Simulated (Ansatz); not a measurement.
## WC: the change of energy above lowest point with volume scale

All results are calculated (Ansatz 0.2.0). Free energy against uniform scaling of the volume at fixed shape and fractions; periodic cell, basis, potentials, k mesh and filling as listed.

The cell before it is scaled or strained (space group P-6m2, No. 187):
```
cell vectors (Å)
   2.9065     0.0000     0.0000
  -1.4533     2.5171     0.0000
   0.0000     0.0000     2.8366
atoms (fractions of the cell vectors)
W   0.00000  0.00000  0.00000
C   0.66667  0.33333  0.50000
```

Settings of every row: functional r2SCAN; dispersion none; potentials PAW; wave cutoff 653.07 eV; density cutoff 2612.3 eV; k mesh 11x11x10; k shift 0x0x0; occupations gaussian; smearing width 0.1 eV; spin none.

Limits: coarse k mesh, up to 40 meV an atom off; no spin-orbit coupling, which can matter with elements this heavy.

```
row  volume scale  V (Å³/atom)  energy above lowest point (meV/atom)
  1          0.88        9.131                                 250.3
  2          0.92        9.546                                     ?
  3          0.96        9.961                                  26.7
  4             1       10.376                                     0
  5          1.04       10.791                                  16.1
  6          1.08       11.206                                    67
  7          1.12       11.621                                 146.1
```

Question: what energy above lowest point should row 2 give?

Worked fit of energy above lowest point. Take u = (V_r/V)^(2/3) − 1 with V_r = 10.584 Å³ an atom, which is twice the finite (Eulerian) strain; such expansions in the strain, on which the Birch-Murnaghan equation of state is built, carry the rest volume and the bulk modulus. The shown rows have u = 0.10345, 0.04127, 0.01332, -0.01283, -0.03736, -0.06041. Least squares give energy above lowest point = 3.28 − 629.67 × u + 28882.4 × u² + 2767 × u³ meV/atom; a parabola predicts inner rows, each left out in turn, worse (root mean square 0.44 against 0.052 meV/atom). All shown rows lie on it to the printed digit. Its lowest point lies at u = 0.0109, or V = 10.41 Å³ an atom, and the curvature there gives the bulk modulus at fixed shape and fractions, B = (4/9)(1 + u)² E″(u)/V = 405 GPa. Letting shape and atoms relax would as a rule lower it, by much in layered, chain or molecular crystals. The withheld row has u = 0.07124, so the fit gives 3.28 − 629.67 × (0.07124) + 28882.4 × (0.07124)² + 2767 × (0.07124)³ = 106.0 meV/atom.

The calculation gave 106.1 meV/atom. The fit lies 0.1 meV/atom (0.04 % of the column's range) below it, one unit of the last digit.
